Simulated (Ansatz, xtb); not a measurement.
## Two isomers of C5H9OP

Structure a: `C=CP1(=O)CCC1`, a singlet. Structure b: `CC1=CC[P@H](=O)C1`, a singlet. Both are isolated molecules in the gas phase, relaxed with PBE0-D3(BJ)/def2-SVP; the shapes shown needn't be the lowest conformers.

a (Å):

```xyz
16

C    -1.3466   -0.4359   -1.8295
C    -1.1298    0.0741   -0.6159
C     0.7001    1.8211    0.8247
C    -0.4282    1.9578    1.8725
C    -1.5279    2.5061    0.9344
O    -0.4535    2.4662   -1.8149
P    -0.5941    1.7961   -0.4874
H    -1.6721   -1.4704   -1.9746
H    -1.1975    0.1910   -2.7154
H    -1.2679   -0.5217    0.2940
H     1.3928    0.9726    0.9097
H     1.2771    2.7530    0.7190
H    -0.1861    2.6089    2.7255
H    -0.7102    0.9753    2.2808
H    -2.5660    2.1897    1.1045
H    -1.4900    3.6037    0.8552
```

b (Å):

```
atom    x (Å)    y (Å)    z (Å)
   C  -1.8558  -0.1164  -1.0460
   C  -1.1711   0.9410  -0.2479
   C  -1.7630   1.7138   0.6823
   C  -0.9079   2.7303   1.3784
   C   0.2961   1.2113  -0.4659
   O   1.9588   3.0004   1.0825
   P   0.7847   2.0801   1.0775
   H  -1.3774  -1.0980  -0.8905
   H  -2.9184  -0.2022  -0.7785
   H  -1.7860   0.0992  -2.1254
   H  -2.8245   1.6080   0.9264
   H  -1.1246   2.8437   2.4515
   H  -0.9687   3.7354   0.9228
   H   0.8389   0.9931   2.0056
   H   0.8906   0.3012  -0.6417
   H   0.4793   1.8936  -1.3156
```

Energies in hartree; the thermal terms are from GFN2-xTB frequencies at re-optimised GFN2-xTB minima (ideal gas, soft modes damped towards free rotors, one conformer each, 298.15 K, 1 atm) and include the zero-point energy:

|  | a | b |
| --- | --- | --- |
| E, CCSD(T)/def2-SVP | −610.931882 | −610.957446 |
| E, MP2/def2-SVP | −610.831533 | −610.858144 |
| E, MP2/def2-TZVPP | −611.517369 | −611.540005 |
| zero-point energy | 0.127931 | 0.126986 |
| H(298 K) − E | 0.136886 | 0.135630 |
| G(298 K) − E | 0.095518 | 0.095002 |

Task: Correct the CCSD(T) difference for the basis set by the MP2 change, then work out ΔE, ΔE₀, ΔH and ΔG for a → b in kJ/mol (1 Eh = 2625.50 kJ/mol) and the equilibrium ratio [b]/[a].

Result: 1. Differences b − a: CCSD(T) −0.025564, MP2 in the small set −0.026611, MP2 in the large set −0.022636 Eh.
2. ΔE = −0.025564 + (−0.022636 − (−0.026611)) = −0.021589 Eh = −56.68 kJ/mol.
3. ΔE₀ = ΔE + ΔZPE = −0.021589 + (−0.000945) Eh = −59.16 kJ/mol.
4. ΔH = ΔE + (−0.001256) Eh = −59.98 kJ/mol.
5. ΔG = ΔE + (−0.000516) Eh = −58.04 kJ/mol, so ΔS = (ΔH − ΔG)/T = −6.5 J/(mol K).
6. kT = 0.9442 mEh, so K = [b]/[a] = exp(−ΔG/kT) = exp(+23.41) ≈ 1.5 × 10^10.

Structure b is favoured at this temperature. An error of 4 kJ/mol in ΔG would change K by a factor of 5. Mirror images and further conformers aren't counted.

As drawn, b has 1 C–C, 1 P–H in place of 1 C–P, 1 C–H. Structure a has a 4-membered ring, b a 5-membered ring.

Other levels gave ΔE = −101.7 (GFN2-xTB); −76.9 (HF/STO-3G, GFN2-xTB geometries); −65.5 (r2SCAN-D4/def2-SVP, GFN2-xTB geometries); −64.7 (PBE0-D3(BJ)/def2-SVP); −65.6 (HF/def2-SVP); −69.9 (MP2/def2-SVP); −67.1 (CCSD(T)/def2-SVP) kJ/mol. The correlated steps freeze 11 core orbitals. Programs: Ansatz 0.2.0, xtb 6.7.1.

The phospholene oxide b lies well below the vinylphosphetane oxide a, and the preference is almost entirely energetic, since the thermal and entropic terms barely alter it. The main cause is probably the release of angle strain: the four-membered ring forces small angles at carbon and phosphorus, whereas the five-membered ring accommodates both the tetrahedral phosphorus and the cis double bond with little distortion. The alkene also gains from becoming trisubstituted instead of a terminal vinyl group. The bond exchange itself offers little drive, because the gain of a C–C bond in place of a weaker C–P bond is largely offset by trading a strong C–H bond for a weaker P–H one. Hartree–Fock and CCSD(T) in the same small basis give nearly equal differences, −65.6 and −67.1 kJ/mol, which suggests that correlation largely cancels between isomers that each keep one C=C and one P=O bond. The large equilibrium ratio doesn't imply a facile interconversion, which would require the carbon–phosphorus skeleton to be rebuilt.
